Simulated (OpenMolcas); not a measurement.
# A ladder of methods for CH6O3Sn (SMILES C[Sn](O)(O)O)

CH6O3Sn: 11 atoms, total charge 0, spin state singlet. SMILES: `C[Sn](O)(O)O`. Geometry: relaxed at PBE0-D4/def2-TZVP. This is one conformer, not always the lowest.

```xyz
11

C    -1.6348    0.8215    0.1612
Sn    0.2422   -0.1215   -0.0239
O     0.6584   -1.2741    1.5051
O     1.7180    1.1602   -0.1602
O     0.3586   -1.2599   -1.6145
H    -1.5124    1.7512    0.7149
H    -2.0268    1.0311   -0.8329
H    -2.3142    0.1588    0.6953
H     1.5324   -1.0934    1.8613
H     2.2935    0.9644   -0.9044
H     0.6853   -2.1383   -1.4020
```

Each level gives the HOMO–LUMO gap (eV). The values are calculated.

```json
{"level": "HF/def2-SVP (core potential)", "kind": "Hartree–Fock", "program": "OpenMolcas", "value (eV)": "15.05"}
{"level": "SVWN5/def2-SVP (core potential)", "kind": "LDA", "program": "OpenMolcas", "value (eV)": "5.03"}
{"level": "BLYP/def2-SVP (core potential)", "kind": "GGA", "program": "OpenMolcas", "value (eV)": "4.97"}
{"level": "PBE/def2-SVP (core potential)", "kind": "GGA", "program": "OpenMolcas", "value (eV)": "5.08"}
{"level": "revPBE/def2-SVP (core potential)", "kind": "GGA", "program": "OpenMolcas", "value (eV)": "5.13"}
{"level": "BHLYP/def2-SVP (core potential)", "kind": "global hybrid", "program": "OpenMolcas", "value (eV)": "10.16"}
{"level": "M06-2X/def2-SVP (core potential)", "kind": "hybrid meta-GGA", "program": "OpenMolcas", "value (eV)": "10.32"}
{"level": "B2PLYP/def2-SVP (core potential)", "kind": "double hybrid", "program": "OpenMolcas", "value (eV)": "10.46"}
```

The values span 4.97 to 15.05 eV. Orbital gaps aren't excitation energies, and those of double hybrids come from the SCF part alone; they tend to grow with the share of exact exchange.

The gaps fall into three groups: the four semilocal functionals lie between 4.97 and 5.13 eV, the three hybrid-type functionals between 10.16 and 10.46 eV, and Hartree–Fock stands alone at 15.05 eV. Moving from LDA to GGA hardly matters. BHLYP, with half exact exchange, falls almost midway between BLYP and Hartree–Fock, as a nearly linear response to the admixture would give. The order within the hybrid group is not set by exchange alone, since M06-2X contains slightly more of it than B2PLYP yet has the smaller gap.

In Hartree–Fock an empty orbital feels the repulsion of all the electrons, whereas an occupied one is freed from its own; a semilocal potential treats both alike and keeps them closer together. In this tin(IV) compound the HOMO is probably oxygen lone-pair in character and the LUMO an antibonding σ* orbital with tin 5s weight. Without diffuse functions in the basis, a weakly bound or unbound LUMO is poorly described, so the largest gaps in particular may not be converged.
